Dhcp aluminium (unstrained a = 2.801, c = 9.193 Å) strained along c, with the in-plane edges held and the atoms relaxed. Energy and volume changes are relative to the unstrained crystal. Ansatz 0.2.0, plane-wave PAW, scalar-relativistic PBEsol with D3(BJ) dispersion, no spin polarisation, 420 eV cutoff, 24×24×6 k mesh, Gaussian smearing of 0.1 eV.

| strain (%) | energy change (meV/atom) | volume change (%) |
| --- | --- | --- |
| -3 | 7.8 | -3.00 |
| -2 | 3.4 | -2.00 |
| -1 | 1.0 | -1.00 |
| 1 | 0.6 | 1.00 |
| 2 | 2.6 | 2.00 |
| 3 | 6.3 | 3.00 |

Strain is the percentage by which the stacking axis c is lengthened (positive) or shortened (negative), and energy change is counted from the unstrained crystal. The in-plane edges are held, so the volume changes by the same percentage as c. Two features need explaining. The cost of straining rises roughly as the square of the strain, and squeezing costs more than stretching at each of the three sizes.

The square comes from starting close to an energy minimum. There the restoring stress is nearly proportional to the strain, and the energy is the work done against a stress that builds up from almost nothing. Three times the strain then meets three times the stress over three times the distance, which makes nine times the work. The average of squeezing and stretching does this well: it grows from 0.8 to 7.05 meV per atom between 1 and 3 %, a factor of about nine.

Each side taken alone departs from nine. Squeezing grows by a factor of 7.8 and stretching by 10.5. The lopsidedness is also largest, in proportion, where the strain is smallest: the difference between the two sides is half of their average at 1 %, but only about a fifth at 3 %. If the crystal merely stiffened under compression, that proportion would grow with strain. Something must therefore act already at the smallest strain.

It is a small stress left in the starting cell, a remnant that full relaxation with these settings would have removed and not a property of aluminium. The same calculation gives the unstrained crystal a compressive stress of 0.15 GPa along c, so the cell would like to be slightly longer. Stretching first lets it go where it wants to go, while squeezing works against this push from the outset. With $\varepsilon$ the strain as a fraction, $V_0$ the volume per atom, $\sigma_0$ the starting stress and $C$ the stiffness along c, the energy change per atom is

$$\Delta E \approx -\sigma_0 V_0\,\varepsilon + \tfrac12 C V_0\,\varepsilon^2 .$$

The first term changes sign with the strain and the second doesn't, so averaging the two sides removes the first, and subtracting them isolates it.

The first term can be worked out for 3 % strain without adjusting anything. Since 1 eV/Å³ is 160.2 GPa, the starting stress times the volume of 15.62 Å³ is $0.150/160.2 \times 15.62 = 0.0146$ eV. Multiplied by 0.03, this gives 0.44 meV per atom, added on squeezing and subtracted on stretching. The two sides should therefore differ by about 0.9 meV, whereas the table has 1.5 meV.

The missing 0.6 meV is the crystal's own anharmonicity: it stiffens as its layers approach and softens as they part. The stresses of the same runs bend in this way too. At 3 % the axial stress is 5.4 GPa on squeezing and 4.4 GPa in tension on stretching, and the starting stress accounts for only 0.3 GPa of that gap. At 1 % the remainder is about the size of the rounding of the table, so anharmonicity can be read only from the larger strains.

Theory offers a reason for the stiffening in a simple metal such as aluminium. Confining the valence electrons to less volume raises their kinetic energy, and this rise steepens faster than the gain from electrostatic attraction. The stiffness is thus expected to rise under compression and fall on expansion, even though the stress itself keeps growing both ways. The outputs don't divide the energy into these parts, so they don't test this reason.

The held sides also shape the cost. When c is shortened, neighbours in adjacent layers come closer while those within a layer keep their distance. The crystal then pushes outward on its sides, but the side stress changes by only about 31 % as much as the axial stress between the two ends of the series. A fluid would push equally on every face; a solid resists a change of shape as well as a change of density. If the sides were free, the crystal would bulge when squeezed and narrow when stretched, and the same strain along c would cost less. How much less depends on the in-plane stiffness, which strains along c alone don't reveal.

In practice, a stiffness found by fitting a pure square to the energies of one side only mixes in the starting stress, most severely at small strain. Equal strains of both signs remove that error. They don't remove an error in the underlying volume. The 15.62 Å³ per atom here looks too low, since ordinary fcc aluminium, which is just as closely packed, is known to take up several per cent more. A calculation that makes a crystal too dense usually makes it too stiff as well, so the computed axial stiffness of about 163 GPa may be too high. The dispersion correction is the likelier culprit, because it adds attraction to a functional that is expected to give aluminium nearly the right volume without it. The PAW datasets, made for PBE and not for PBEsol, may add a smaller error. Runs without the correction and with matching datasets would be needed to tell.

The printed output after this section lists the differences and the estimate for each size of strain.

The analysis program printed:

```
growth of the cost from 1 to 3 % compression (times): 7.8
growth of the cost from 1 to 3 % stretching (times): 10.5
growth of the mean of both sides from 1 to 3 % (times): 8.812
mean cost of both sides at 1 % (meV/atom): 0.8
mean cost of both sides at 2 % (meV/atom): 3
mean cost of both sides at 3 % (meV/atom): 7.05
compression less stretching at 1 % (meV/atom): 0.4
compression less stretching at 2 % (meV/atom): 0.8
compression less stretching at 3 % (meV/atom): 1.5
linear term of the starting stress for 1 % strain (meV/atom): 0.1465
part of the difference from the starting stress at 1 % (meV/atom): 0.293
part of the difference from the starting stress at 2 % (meV/atom): 0.5859
part of the difference from the starting stress at 3 % (meV/atom): 0.8789
share of the difference from the starting stress at 3 % (percent): 58.59
remainder of the difference at 1 % (meV/atom): 0.107
remainder of the difference at 2 % (meV/atom): 0.2141
remainder of the difference at 3 % (meV/atom): 0.6211
axial stress size at 3 % compression less that at 3 % stretching, starting stress taken off (GPa): 0.6739
axial stress per unit strain between -3 and 3 % (GPa): 163.3
side stress as a share of axial stress, from the change between -3 and 3 % (ratio): 0.3135
stresses and interlayer neighbours:
  row  axial stress GPa  side stress GPa  interlayer neighbour distance A
   -3             5.385            1.678                            2.754
   -2             3.478            1.024                            2.773
   -1              1.82           0.3597                            2.791
    1             -1.37          -0.6723                            2.829
    2            -2.914           -1.076                            2.848
    3            -4.411           -1.393                            2.867
```
